**Examination question: a 5d² ion between spin-orbit coupling and a cubic field**

Os⁶⁺ has two 5d electrons. It is placed among six point charges at distance R and treated by CASSCF with spin-orbit coupling. Let Δ be the first excitation, 10Dq the splitting of the d orbitals into t2g and eg, ζ the one-electron spin-orbit constant and J the total angular momentum.

Os6+ (5d²) in a regular octahedron of six point charges of −1 e, by state-averaged CASSCF with two electrons in the five 5d orbitals (OpenMolcas 26.06, DKH2, ANO-RCC-VDZP, point nucleus). Spin-orbit coupling enters by state interaction with atomic mean-field integrals. χT is the powder susceptibility times temperature by Van Vleck's formula.

| distance of the charges (Å) | first excitation (cm⁻¹) | χT at 2 K (cm3 K/mol) | χT at 50 K (cm3 K/mol) | χT at 300 K (cm3 K/mol) |
| --- | --- | --- | --- | --- |
| 1.750 | 1300 | 0.001 | 0.013 | 0.076 |
| 1.860 | 1160 | 0.001 | 0.016 | 0.099 |
| 2.020 | 921 | 0.001 | 0.024 | 0.141 |
| 2.030 | 906 | 0.001 | 0.024 | 0.144 |
| 2.130 | 765 | 0.001 | 0.030 | 0.175 |
| 2.330 | 536 | 0.002 | 0.045 | 0.242 |

(a) Which levels does Δ separate?
(b) How should a point-charge field scale with R, and does Δ follow it?
(c) How can χT be finite when every g value of the ground level is zero?
(d) Estimate χT at 50 K for the longest and shortest distance, and account for any misfit.
(e) Why is χT at 300 K not always six times χT at 50 K?
(f) Which digits can be trusted?
(g) What would a larger charge or a smaller ζ change, and does the trend carry over to a real compound?

**Model answer**

**(a)** Two limits frame the problem. Without the field, the ³F term of d² is split by spin-orbit coupling and, the shell being less than half full, J = 2 lies lowest. An octahedral field splits its five states into a doublet E and a triplet T2. Without spin-orbit coupling, the field alone would give ³T1, and the first excitation would be of the order of 10Dq.

The same runs place the ion near the first limit. Spin-orbit coupling lowers the ground state by 10924 to 13040 cm⁻¹ along the series, while 10Dq, read as the interval ³A2 − ³T2, is 5949 cm⁻¹ at 1.86 Å and 3064 cm⁻¹ at 2.13 Å. In those two rows the ground E and the first excited T2 have mean J between 2.01 and 2.10, and the next level lies near 11300 cm⁻¹. So Δ is the cubic splitting of a J = 2 level.

*Remark.* The ground E is not a pure spin triplet: its triplet share is 92% at 1.86 Å and 91% at 2.13 Å.

**(b)** The cubic part of the potential of six charges q is of fourth rank and gives 10Dq = (5/3)q⟨r⁴⟩/R⁵ in atomic units, with ⟨r⁴⟩ taken over the 5d orbital. The two values of 10Dq above give an exponent of 4.90. The first excitation does not follow: from 1.75 to 2.33 Å it falls by a factor of 2.43, where R⁻⁵ demands 4.18. An R⁻⁵ law tied to the last row overshoots the first by 73% of the table value. The local exponent between neighbouring rows rises steadily from 1.87 to 3.96.

In first order Δ is proportional to 10Dq, so the exponent must tend to about 5 at large R. In second order the field mixes levels of equal symmetry from different J, and each such mixing pushes the lower partner down. J = 3 splits into A2, T1 and T2, and holds no E. The excited T2 therefore has a partner at 11900 cm⁻¹ (at 2.13 Å), while the nearest other E lies at 20287 cm⁻¹. T2 is pushed down more than E, and Δ falls short of the linear law. The runs agree with this argument: at 1.86 Å the mean J is 2.10 for T2 and 2.04 for E, and Δ/10Dq is 0.195 there against 0.250 at 2.13 Å.

*Remark.* The argument can be made quantitative with the 45-state d² matrix. Its 10Dq and Racah repulsion parameters were taken from the spin-free terms at 1.86 Å and ζ = 5429 cm⁻¹ from the spin-orbit lowering there; only 10Dq then changes, as R⁻⁵. No Δ or χT was fitted. It gives every Δ within 1.3% and every χT at 50 and 300 K within 1.4% of the computed values, as the printed output after this text lists. The model has the ingredients of the calculation, so the agreement shows that the change of 10Dq alone accounts for the series to within 1.4%, and says nothing about nature.

**(c)** The magnetic moment M = L + 2S transforms as T1. The product E × E = A1 + A2 + E holds no T1, so M has no element inside the doublet, and g = 0 by symmetry, whatever the spin. The product E × T2 does hold T1, so a magnetic field mixes T2 into E. In a J = 2 basis E is |0⟩ and (|2⟩ + |−2⟩)/√2, and Jz joins the second of these to the T2 state (|2⟩ − |−2⟩)/√2 with element 2. With M = gJ, second-order perturbation theory averaged over the two E states gives

χT = 4 (Nμ_B²/k) g² kT/Δ, with Nμ_B²/k = 0.3751 cm³ K/mol.

Here g measures the E–T2 coupling and is not the g of the doublet. The susceptibility χ is independent of temperature and χT is proportional to T: Van Vleck paramagnetism. A Curie moment would give constant χT.

**(d)** At 50 K, kT = 209/6 = 34.8 cm⁻¹, and the Landé value for ³F2 is g = 2/3. At 2.33 Å, χT = 4 × 0.3751 × 0.444 × 34.8/536 = 0.043, about 4% below the table's 0.045. At 1.75 Å the same steps with 1300 cm⁻¹ give 0.018 against 0.013 (0.0126 before rounding), some 40% too high. Nothing here is fitted. A fixed g thus fails: χT rises by 3.58 along the series and 1/Δ by 2.43. Solving for g row by row gives 0.560 at 1.75 Å, rising in each step to 0.681.

The limits explain the drift. In ³F2, L projects on J with weight 4/3 and S with −1/3, so g = 4/3 − 2/3 and the orbital part dominates. Singlet admixture raises it: 9% of ¹D2 (the singlet weight of E at 2.13 Å, taken as a rough guide), with g = 1, gives 0.91 × 2/3 + 0.09 = 0.70, close to the 0.706 of the matrix model at vanishing field. At strong field both electrons sit in t2g, which acts as l = 1 with reversed sign; in LS coupling the orbital part shrinks to 1/2 against a spin part of 1, and spin dominates. The two parts oppose each other in both limits, so the net coupling falls and should pass through zero on the way. The table sees the start of this fall, and there it is not yet a quenching of L. J = L + S has no element between J = 2 and J = 3, so in first order the J = 3 admixture in T2 changes the L and S elements by equal and opposite amounts. The opposing spin part, counted twice in M, grows, while the orbital part stays near its free-ion size until the field is stronger.

*Remark.* Saying that g merely moves from 2/3 towards 1/2 misses the change of sign; the model's magnitude is down to 0.129 at 10Dq = 25000 cm⁻¹. The extracted g also absorbs the levels above T2. In the model they supply 17% of the low-temperature χ at 1.75 Å and under 3% at 2.33 Å, so the E–T2 coupling itself falls further, to 0.508.

**(e)** At 2.33 Å the linear law gives 6 × 0.0451 = 0.271 against 0.242, a ratio of 0.895. With x = Δ/kT = 536/209, e⁻ˣ = 0.077 and T2 holds 10% of the ions. Two effects add. The Van Vleck term depends on the difference of populations and is scaled by (1 − e⁻ˣ)/(1 + 1.5e⁻ˣ) = 0.828, leaving 0.224. T2 has a moment of its own, since T2 × T2 holds T1, and adds 0.3751 × 2g′²e⁻ˣ/(2 + 3e⁻ˣ) = 0.017 with the model's g′ = 0.81. The sum is 0.241.

The ratio is 0.978 at 2.13 Å and within 0.5% of one in the four shorter rows. At 1.75 and 1.86 Å the unrounded values put it slightly above one, 1.004 and 1.003, which the printed digits cannot show. The model reproduces this: there g′ is near 0.9 while the E–T2 coupling has shrunk, so the gain from T2 outweighs the loss.

**(f)** Δ is printed to three figures; 1160 stands for 1162. The step from 2.02 to 2.03 Å is real, but rounding alone leaves its local exponent of 3.33 uncertain by 0.22. The column at 2 K carries almost nothing: the entry 0.001 covers 0.00050 to 0.00119 over five rows, and rounding costs up to 3.8% at 50 K. The model's misfit in Δ lies within the rounding in the two shortest rows and exceeds it in the other four, growing to 1.3% at 2.33 Å; the exponent 4.90, which draws on the 2.13 Å row as well, cuts that to 0.7%. A change of the orbital does not explain an exponent below 5: ⟨r²⟩ of 5d is 2.358 bohr² at 1.86 Å and 2.354 at 2.13 Å, almost constant and larger at the shorter distance, which would raise the exponent. The likely cause is the 5d tail reaching past the charges, where the r⁴/R⁵ form fails, though these runs do not isolate it.

These digits describe the calculation only. It lacks dynamic correlation, which tends to lower the repulsion parameters, uses a double-zeta basis, and has no covalency to reduce ζ and the orbital moment.

**(g)** Charge and distance enter the leading term only as q/R⁵, so doubling the charge at 1.86 Å would give 10Dq near 2 × 5949 ≈ 11900 cm⁻¹ if the orbitals stayed the same. Δ would not double. At strong field t2g² has an effective J = 2 that stays fivefold degenerate until eg is mixed in, and that mixing weakens as 10Dq grows. A quantity that starts at zero and decays again has a maximum, which the model puts at 1365 cm⁻¹ near 10Dq = 11500 cm⁻¹. The 1300 cm⁻¹ of the shortest row is already close to it.

The effect of ζ also changes sign. For very large ζ both electrons occupy d3/2, which a cubic field cannot split, so at weak field a larger ζ lowers Δ: the model's d ln Δ/d ln ζ is −0.41 at 2.33 Å. At stronger field a larger ζ moves J = 3 away and drives the t2g–eg mixing, and the slope is +0.15 at 1.75 Å. By this reasoning a d² ion of smaller ζ, such as a 4d ion, reaches its maximum at a smaller field.

Point charges of −1 e give far too small a field: 10Dq in Os⁶⁺ oxides and fluorides is several eV, a rough recalled size, which is tens of thousands of cm⁻¹. That lies beyond the maximum, where the model gives 1025 cm⁻¹ at 25000 and 685 cm⁻¹ at 40000 cm⁻¹, and where a longer bond would widen Δ. All six rows lie on the rising side, and the falling side is the model's extrapolation. Whether the full calculation turns over at the same field once larger charges distort the 5d orbitals, and where the E–T2 coupling then vanishes, the series leaves open.

Numerical output:

```
10Dq (outputs) 5949, 3064 1/cm; exponent 4.90; gap/10Dq 0.195, 0.250; implied <r4> 8.7 bohr^4
end-to-end: gap falls x2.43 (R^-5: x4.18), exponent 3.10
chiT50 rises x3.58, chiT300 x3.19; g_eff^2 rises x1.48; N muB^2/k 0.3751; kT300 209 1/cm
local gap exponents between rows: [1.87 2.8  3.33 3.52 3.96] (rounding on the 0.01 A step +-0.22)
R/A  gap  R^-5 from last row(err%)  g_eff  chiT300/(6 chiT50)  T2 pop300 %  chiT2 table vs chiT50/25
1.75  1300  2243(  +73) 0.560 1.004   0.3 0.001 0.00050
1.86  1160  1653(  +43) 0.603 1.003   0.6 0.001 0.00065
2.02   921  1094(  +19) 0.644 0.996   1.8 0.001 0.00094
2.03   906  1068(  +18) 0.646 0.995   1.9 0.001 0.00096
2.13   765   840(  +10) 0.662 0.978   3.7 0.001 0.00119
2.33   536   536(   +0) 0.681 0.895  10.3 0.002 0.00180
ligand field at 1.86 A: B 930, C 3847, zeta 5429 1/cm; term misfit rms 36, max 125
R/A 10Dq gap_mod err% (exp n err%; floor%) | err% chiT50 chiT300 (table floor300 %) | lowering err 1/cm
1.75  8069  1303 +0.2 (+0.1; 0.38) | -1.2 -1.1 (0.7) | +6
1.86  5949  1162 +0.2 (+0.2; 0.43) | -0.2 -0.2 (0.5) | -0
2.02  3938   916 -0.5 (+0.1; 0.05) | +0.6 +0.6 (0.4) | -9
2.03  3842   901 -0.5 (+0.1; 0.06) | +0.7 +0.6 (0.3) | -9
2.13  3021   759 -0.8 (+0.3; 0.07) | +1.0 +0.9 (0.3) | -13
2.33  1929   529 -1.3 (+0.7; 0.09) | +1.4 +1.0 (0.2) | -16
third level model 11345, 11297 vs outputs 11304, 11301 1/cm (1.86, 2.13 A)
model parts: R/A  g(E-T2)  |g|(within T2)  higher-level share of low-T chi %  chiT300/(6 chiT50)
1.75 0.508 0.912  17.2 1.004
1.86 0.569 0.906  11.0 1.004
2.02 0.624 0.873   6.2 0.996
2.03 0.627 0.871   6.0 0.995
2.13 0.648 0.848   4.4 0.977
2.33 0.672 0.808   2.6 0.891
model scan (not computed rows): 10Dq  gap  gap/10Dq  g(E-T2)  chiT300  ground splitting
   100     31 0.315 0.706 0.381 0.00
  2000    546 0.273 0.671 0.239 0.00
  8000   1300 0.162 0.510 0.076 0.00
 15000   1315 0.088 0.321 0.043 0.00
 25000   1025 0.041 0.129 0.029 0.00
 40000    685 0.017 0.035 0.033 0.00
model gap maximum 1365 1/cm at 10Dq 11500 1/cm
d ln gap/d ln zeta at 1.75 A: +0.15
d ln gap/d ln zeta at 2.33 A: -0.41
chiT rounding 0.0005: 50% of chiT2, 3.8-1.1% of chiT50
```
